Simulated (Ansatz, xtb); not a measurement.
# Relative energy of two isomers of C2H8BSi

Structure I is `CBC[SiH2]`, a doublet and structure II is `CB(C)[SiH2]`, a doublet. Both are isolated molecules in the gas phase, relaxed with r2SCAN-D4/def2-SVP; the shapes shown needn't be the lowest conformers.

I (Å):

```xyz
12

C    -0.9408    0.9455   -0.6459
C     0.0167    2.0646    1.6710
B     0.2215    1.2528    0.3592
Si   -0.3164    0.6394    2.8761
H    -0.9567   -0.1110   -0.9635
H    -1.9473    1.2377   -0.3073
H    -0.7230    1.5128   -1.5726
H     1.3317    0.8162    0.1249
H    -0.8691    2.7209    1.6862
H     0.9091    2.5909    2.0455
H     0.8536   -0.2759    3.0413
H    -1.5418   -0.1442    2.5279
```

II (Å):

```yaml
atoms:
  - { symbol: C, position_ang: [-0.0491, 1.6015, -0.1971] }
  - { symbol: C, position_ang: [-2.6188, 0.8463, 0.3159] }
  - { symbol: B, position_ang: [-1.0734, 0.5394, 0.3565] }
  - { symbol: Si, position_ang: [-0.4240, -1.1659, 1.0980] }
  - { symbol: H, position_ang: [0.0112, 2.4196, 0.5480] }
  - { symbol: H, position_ang: [-0.4206, 2.0787, -1.1216] }
  - { symbol: H, position_ang: [0.9783, 1.2467, -0.3681] }
  - { symbol: H, position_ang: [-2.8293, 1.8988, 0.5773] }
  - { symbol: H, position_ang: [-2.9484, 0.7371, -0.7364] }
  - { symbol: H, position_ang: [-3.2629, 0.1934, 0.9237] }
  - { symbol: H, position_ang: [1.0103, -1.5825, 1.1243] }
  - { symbol: H, position_ang: [-1.3027, -2.2096, 1.7063] }
```

Energies in hartree; the thermal terms are from r2SCAN-D4/def2-SVP harmonic frequencies (ideal gas, rigid rotor, one conformer each, 298.15 K, 1 atm) and include the zero-point energy:

|  | I | II |
| --- | --- | --- |
| E, CCSD(T)/def2-SVP | −394.344457 | −394.346972 |
| E, MP2/def2-SVP | −394.267706 | −394.268181 |
| E, MP2/def2-TZVPP | −394.586646 | −394.585171 |
| zero-point energy | 0.090859 | 0.091313 |
| H(298 K) − E | 0.098744 | 0.099810 |
| G(298 K) − E | 0.060151 | 0.060641 |

Correct the CCSD(T) difference for the basis set by the MP2 change, then work out ΔE, ΔE₀, ΔH and ΔG for I → II in kcal/mol (1 Eh = 627.51 kcal/mol) and the equilibrium ratio [II]/[I].

1. Differences II − I: CCSD(T) −0.002515, MP2 in the small set −0.000475, MP2 in the large set +0.001475 Eh.
2. ΔE = −0.002515 + (+0.001475 − (−0.000475)) = −0.000565 Eh = −0.35 kcal/mol.
3. ΔE₀ = ΔE + ΔZPE = −0.000565 + (+0.000454) Eh = −0.07 kcal/mol.
4. ΔH = ΔE + (+0.001066) Eh = +0.31 kcal/mol.
5. ΔG = ΔE + (+0.000490) Eh = −0.05 kcal/mol, so ΔS = (ΔH − ΔG)/T = +5.1 J/(mol K).
6. kT = 0.9442 mEh, so K = [II]/[I] = exp(−ΔG/kT) = exp(+0.08) ≈ 1.1.

The two are too close for this level to say which is favoured. An error of 1 kcal/mol in ΔG would change K by a factor of 5.4. Mirror images and further conformers aren't counted.

As drawn, II has 1 B–Si, 1 C–H in place of 1 C–Si, 1 B–H.

Other levels gave ΔE = −7.5 (GFN2-xTB); +5.1 (HF/STO-3G, GFN2-xTB geometries); −1.1 (r2SCAN-D4/def2-SVP//GFN2-xTB); −2.3 (r2SCAN-D4/def2-SVP); +0.2 (HF/def2-SVP); −0.3 (MP2/def2-SVP); −1.6 (CCSD(T)/def2-SVP) kcal/mol. Open shells are spin-unrestricted. The correlated steps freeze 8 core orbitals. Programs: Ansatz 0.2.0, xtb 6.7.1.

The near-degeneracy probably reflects compensation between bonding and radical stabilisation. Isomer I keeps the strong, polar C–Si bond, whereas II exchanges it for a weaker B–Si bond but gains a C–H bond in place of B–H. II also places the radical centre next to boron's formally empty p orbital. Its silicon is essentially planar and aligned for π overlap, unlike the pyramidal silicon in I and in simple silyl radicals, which suggests delocalisation of the unpaired electron into a partial Si–B π bond. I has a smaller compensation of its own: its C–Si bond lies nearly parallel to the empty boron orbital, a geometry suited to hyperconjugation.

Enlarging the basis moves the MP2 difference towards I, offsetting most of the CCSD(T) preference for II, so the small final energy difference is a residue of competing terms and not evidence that either bonding pattern is intrinsically better. Nor does near-equal free energy imply easy interconversion, since the rearrangement must break and remake σ bonds and no barrier was computed.
